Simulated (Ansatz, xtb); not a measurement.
# CH4AlN: which of two structures lies lower

Structure a is `C[NH][Al]`, a singlet and structure b is a singlet given by its coordinates. Both are isolated molecules in the gas phase, relaxed with PBE0-D3(BJ)/def2-SVP.

a (Å):

```yaml
atoms:
  - { symbol: C, position_ang: [-0.3215, -0.0500, -0.8534] }
  - { symbol: Al, position_ang: [0.2176, -0.6810, 1.9746] }
  - { symbol: N, position_ang: [0.5507, -0.5101, 0.2043] }
  - { symbol: H, position_ang: [1.4713, -0.7603, -0.1561] }
  - { symbol: H, position_ang: [0.0592, 0.8535, -1.3652] }
  - { symbol: H, position_ang: [-1.3114, 0.2156, -0.4449] }
  - { symbol: H, position_ang: [-0.4985, -0.8157, -1.6314] }
```

b (Å):

```xyz
7

C    -1.2306   -1.4656    0.8784
Al   -1.4450   -0.2683   -1.8693
N    -1.3196   -0.9689   -0.2617
H    -0.3196   -1.9928    1.2356
H    -2.0558   -1.4177    1.6216
H    -0.9838    1.2366   -2.0390
H    -2.0092   -1.1975   -3.0200
```

Close contacts (Å): C1–N3 1.25, Al2–N3 1.76, C1–H4 1.11, C1–H5 1.11, Al2–H6 1.58, Al2–H7 1.58.

Energies in hartree; the thermal terms are from PBE0-D3(BJ)/def2-SVP harmonic frequencies (ideal gas, rigid rotor, one conformer each, 298.15 K, 1 atm) and include the zero-point energy:

|  | a | b |
| --- | --- | --- |
| E, CCSD(T)/def2-TZVPP | −337.106390 | −337.087096 |
| zero-point energy | 0.053206 | 0.043334 |
| H(298 K) − E | 0.058622 | 0.049154 |
| G(298 K) − E | 0.026787 | 0.017676 |

**Question.** Work out ΔE, ΔE₀, ΔH and ΔG for a → b in kcal/mol (1 Eh = 627.51 kcal/mol) and the equilibrium ratio [b]/[a].

**Answer.** 1. ΔE = −337.087096 − (−337.106390) = +0.019294 Eh = +12.11 kcal/mol.
2. ΔE₀ = ΔE + ΔZPE = +0.019294 + (−0.009872) Eh = +5.91 kcal/mol.
3. ΔH = ΔE + (−0.009468) Eh = +6.17 kcal/mol.
4. ΔG = ΔE + (−0.009111) Eh = +6.39 kcal/mol, so ΔS = (ΔH − ΔG)/T = −3.1 J/(mol K).
5. kT = 0.9442 mEh, so K = [b]/[a] = exp(−ΔG/kT) = exp(−10.78) ≈ 2.1 × 10^−5.

Structure a is favoured at this temperature. An error of 1 kcal/mol in ΔG would change K by a factor of 5.4. GFN2-xTB gave ΔE the other sign. Mirror images and further conformers aren't counted.

Other levels gave ΔE = −21.2 (GFN2-xTB); +17.8 (HF/STO-3G, GFN2-xTB geometries); +21.2 (r2SCAN-D4/def2-SVP, GFN2-xTB geometries); +13.7 (PBE0-D3(BJ)/def2-SVP); +7.5 (HF/def2-TZVPP); +11.7 (MP2/def2-TZVPP) kcal/mol. The correlated steps freeze 7 core orbitals. Programs: Ansatz 0.2.0, xtb 6.7.1.

Structure a is an aluminium(I) amide that keeps a largely 3s lone pair on the metal, whereas b is the aluminium(III) methyleneamide H2C=N–AlH2. Going from a to b exchanges one N–H and one C–H bond for two weaker Al–H bonds. The new C=N π bond and the oxidation of the metal evidently don't repay that cost, even though aluminium generally prefers the +3 state. The linear C–N–Al unit and the perpendicular CH2 and AlH2 planes in b suggest some donation from the nitrogen lone pair into the empty Al 3p orbital, alongside a strongly polar Al–N bond.

Vibration narrows the gap from +12.11 to +5.91 kcal/mol, because stiff N–H and C–H modes give way to softer Al–H ones; entropy hardly matters. With the def2-TZVPP basis, correlation favours a, probably in part through the compact lone pair on aluminium. The preference is purely thermodynamic: without a barrier for the hydrogen shifts, it doesn't tell whether b, once formed, would persist.
